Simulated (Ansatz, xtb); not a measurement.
# CH6GeO2Si: which of two isomers lies lower

We compare a, `O=[CH][Ge@@H]([OH])[SiH3]`, a singlet, with b, `O=C[SiH2][GeH2][OH]`, a singlet. Both are isolated molecules in the gas phase, relaxed with r2SCAN-D4/def2-SVP; each stands in its lowest conformer found.

Estimate E(b) − E(a) at the level CCSD(T)/def2-SVP + ΔMP2/def2-TZVPP.

Too close to call at this level: CCSD(T)/def2-SVP + ΔMP2/def2-TZVPP gives E(b) − E(a) = +0.17 kcal/mol.

How the difference moves with the method:

```csv
level,geometry,E(b) − E(a) (kcal/mol),departure from the last row (kcal/mol),"job, with rough time for the two"
GFN2-xTB,GFN2-xTB,+2.98,+2.82,"optimisation, 0.51 s"
HF/STO-3G,GFN2-xTB,−3.72,−3.88,"single point, 0.52 s"
r2SCAN-D4/def2-SVP//GFN2-xTB,GFN2-xTB,+0.41,+0.25,"single point, 3.1 s"
r2SCAN-D4/def2-SVP,r2SCAN-D4/def2-SVP,−0.87,−1.03,"optimisation, 81 s"
HF/def2-SVP,r2SCAN-D4/def2-SVP,−1.04,−1.20,part of the CCSD(T) run
MP2/def2-SVP,r2SCAN-D4/def2-SVP,−1.35,−1.52,part of the CCSD(T) run
CCSD(T)/def2-SVP,r2SCAN-D4/def2-SVP,−1.51,−1.67,single point
CCSD(T)/def2-SVP + ΔMP2/def2-TZVPP,r2SCAN-D4/def2-SVP,+0.17,,"single point, 48 s"
```

As drawn, b has 1 C–Si, 1 Ge–H in place of 1 C–Ge, 1 Si–H.

The largest departure from CCSD(T)/def2-SVP + ΔMP2/def2-TZVPP is that of HF/STO-3G, 3.88 kcal/mol. The last row adds to CCSD(T) the change of the MP2 difference between the two basis sets, here +1.67 kcal/mol.

With thermal terms from frequencies at re-optimised GFN2-xTB minima (ideal gas, soft modes damped towards free rotors, one conformer each, 298.15 K, 1 atm): on the last row, ΔE + ΔZPE = +0.79, ΔH = +0.36, ΔG = +1.47 kcal/mol.

The correlated steps freeze 17 core orbitals; the filled d shell of Ge is correlated, in a basis made for valence electrons. Mirror images aren't counted in ΔG. Codes used: Ansatz 0.2.0, xtb 6.7.1; the last row on 2 threads of Intel(R) Xeon(R) Platinum 8488C (Sapphire Rapids) on a shared host.

The near-degeneracy reflects a balanced exchange of bonds. Moving the formyl group from germanium to silicon gains a stronger C–Si bond in place of C–Ge, but gives up a Si–H bond for a weaker Ge–H one. The Ge–O, Si–Ge and C=O links are kept, so much of the correlation energy probably cancels: in the small basis, Hartree–Fock, MP2 and CCSD(T) all favour b, by similar amounts. Enlarging the basis shifts the balance by +1.67 kcal/mol towards a and reverses the sign, which suggests that the description of the polar bonds and the germanium shell matters more here than the treatment of correlation beyond MP2. Geometry matters too, since r2SCAN-D4 changes its preference between the GFN2-xTB structures and its own. The thermal terms all lean towards a, yet even the free-energy difference of +1.47 kcal/mol is smaller than the basis shift, so they don't establish a preferred isomer. Nor does the near-equality imply easy interconversion, which would require breaking and remaking strong bonds.
